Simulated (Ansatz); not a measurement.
# A van 't Hoff estimate for C2H4FI + BH2I ⇌ C2H3FI2 + BH3

Species: C2H4FI (1-fluoro-2-iodoethane) `FCCI`, singlet; BH2I `BI`, singlet; C2H3FI2 `FC(I)CI`, singlet; BH3 (borane) `B`, singlet. The partners trade H for I: C–H and B–I bonds give way to C–I and B–H.

The electronic reaction energy at CCSD(T)/def2-TZVPP is +127.8 kJ/mol. Shapes: PBE0-D4/def2-TZVP. Flexible molecules stand in one conformer, not always the lowest. Programs: Ansatz 0.2.0. Enthalpy and entropy come from rigid-rotor, harmonic-oscillator sums on unscaled PBE0-D4/def2-TZVP wavenumbers, ideal gases at 1 bar; R ln 2 is added for the mirror twin of the chiral shape of C2H3FI2. Symmetry numbers: C2H4FI 1, BH2I 2, C2H3FI2 1, BH3 6. R = 8.3145 J/(mol K).

```
T (K)  ΔH (kJ/mol)  ΔS (J/(mol K))
  400       +119.6            -8.8
  600       +120.9            -6.1
  800            ?               ?
```

Question: Work out ln K at 400 and 600 K, and from these estimate it at 800 K.

Answer: 
1. 400 K: ΔG = +119.6 − 400 × (-8.8)/1000 = +123.1 kJ/mol; ln K = −ΔG/RT = -37.01.
2. 600 K: ΔG = +120.9 − 600 × (-6.1)/1000 = +124.6 kJ/mol; ln K = −ΔG/RT = -24.98.
3. Slope against 1000/T: (-24.98 − (-37.01))/(1.6667 − 2.5000) = -14.44, that is −ΔH/R with ΔH near +120 kJ/mol.
4. 800 K: ln K = -37.01 + (-14.44) × (1.2500 − 2.5000) = -18.96.

The full sums give ΔH = +121.8 kJ/mol, ΔS = -4.7 J/(mol K), ΔG = +125.6 kJ/mol and ln K = -18.88 at 800 K, so the line is off by -0.08 in ln K; without rounding the miss is -0.06, from the change of ΔH with temperature. The reactants are favoured over this whole range. An error of 10 kJ/mol in the energy moves ln K by 1.5 at 800 K. Soft modes are treated as harmonic, which can err either way at these temperatures; the lowest are those of C2H4FI (125 cm⁻¹), C2H3FI2 (85 cm⁻¹). Other conformers aren't counted. BH3 would pair up to its dimer, which this equilibrium leaves out. For atoms past krypton def2 sets carry core potentials with scalar relativity. Outer-core shells of I are correlated, in sets that cover them unevenly.

The exchange is uphill because of enthalpy. The two sides have equal numbers of molecules, so the entropy change stays small and even slightly opposes the products. The cost fits the bonds being traded: a strong C–H bond gives way to a weak C–I bond, and the new B–H bond doesn't make up the difference. Boron probably adds to the penalty, since iodine in BH2I can donate lone-pair density into the empty boron p orbital, a stabilisation that BH3 lacks.

ln K rises on heating even though ΔG becomes more positive. There is no contradiction, as the temperature dependence of ln K follows the sign of ΔH, whereas that of ΔG is opposite to the sign of ΔS. The nearly constant ΔH also explains why a two-point line extrapolates so well. The preference for the reactants is far too large for a plausible energy error to overturn, though the exact value of K is much less secure. Nothing here shows that H/I exchange would outcompete other routes, such as fluorine transfer to boron.
